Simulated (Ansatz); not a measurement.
# Strength of the O–Ge bond: C2H8GeO → C2H5O + GeH3

Species: C2H8GeO `CC[O][GeH3]`, singlet; C2H5O `CC[O]`, doublet; GeH3 `[GeH3]`, doublet. 

Shapes, held fixed at every level: PBE0-D4/def2-TZVP. Flexible molecules stand in one conformer, not always the lowest. Programs: Ansatz 0.2.0. The zero-point and thermal change to 298 K, harmonic and unscaled (PBE0-D4/def2-TZVP), is -18.8 kJ/mol.

```json
{"level": "HF/def2-TZVPP", "kind": "Hartree–Fock", "ΔH(298 K) (kJ/mol)": "+239.5", "less CCSD(T)/def2-TZVPP": "-132.8", "CPU time (sum over the molecules)": "–"}
{"level": "B3LYP-D4/def2-TZVPP", "kind": "global hybrid", "ΔH(298 K) (kJ/mol)": "+346.2", "less CCSD(T)/def2-TZVPP": "-26.1", "CPU time (sum over the molecules)": "49 s"}
{"level": "r2SCAN0-D4/def2-TZVPP", "kind": "global hybrid", "ΔH(298 K) (kJ/mol)": "+336.3", "less CCSD(T)/def2-TZVPP": "-36.0", "CPU time (sum over the molecules)": "55 s"}
{"level": "wB97M-V/def2-TZVPP", "kind": "range-separated hybrid", "ΔH(298 K) (kJ/mol)": "+362.0", "less CCSD(T)/def2-TZVPP": "-10.3", "CPU time (sum over the molecules)": "2 min"}
{"level": "B2PLYP/def2-TZVPP", "kind": "double hybrid", "ΔH(298 K) (kJ/mol)": "+359.8", "less CCSD(T)/def2-TZVPP": "-12.5", "CPU time (sum over the molecules)": "50 s"}
{"level": "CCSD(T)/def2-SVP", "kind": "coupled cluster or CI", "ΔH(298 K) (kJ/mol)": "+353.2", "less CCSD(T)/def2-TZVPP": "-19.1", "CPU time (sum over the molecules)": "54 s"}
{"level": "CCSD/def2-TZVPP", "kind": "coupled cluster or CI", "ΔH(298 K) (kJ/mol)": "+361.3", "less CCSD(T)/def2-TZVPP": "-11.0", "CPU time (sum over the molecules)": "–"}
{"level": "CCSD(T)/def2-TZVPP", "kind": "coupled cluster or CI", "ΔH(298 K) (kJ/mol)": "+372.3", "less CCSD(T)/def2-TZVPP": "0.0", "CPU time (sum over the molecules)": "19 min"}
```

The highest level, CCSD(T)/def2-TZVPP, gives ΔH(298 K) = +372.3 kJ/mol; the levels span +239.5 to +372.3. The column of differences is taken from that level and isn't an error. Hartree–Fock misses the correlation of the pair that is broken and comes out low. No measured value is set beside it here. Open shells run unrestricted. Relativity is left out for Ge. Outer-core shells of Ge are correlated in most correlated rows, in sets that cover them unevenly. CCSD(T)/def2-TZVPP lies outside the range of all other levels here, so it shouldn't be taken on trust. Times are processor times on shared x86 and Arm servers, and rough.

Every level makes homolysis of the O–Ge bond strongly endothermic, and all but Hartree–Fock place it between +336.3 and +372.3 kJ/mol. That supports a strong single bond, but not a value settled to within a few kJ/mol.

The strength fits the large electronegativity difference between oxygen and germanium. The bond pair is drawn towards oxygen, and the charge separation adds electrostatic attraction that is lost when two neutral radicals form. The ethoxy radical offers little compensation, since its unpaired electron stays largely on oxygen with only modest hyperconjugative stabilisation.

The perturbative triples strengthen the bond by 11.0 kJ/mol over CCSD, which suggests that correlation between the bond pair and the nearby oxygen lone pairs matters beyond the simple pairing of two electrons. The closeness of wB97M-V and B2PLYP to CCSD may therefore owe something to compensating errors.

A high homolytic enthalpy doesn't imply chemical inertness: germanium alkoxides can still hydrolyse readily, because nucleophilic attack at germanium avoids forming radicals.
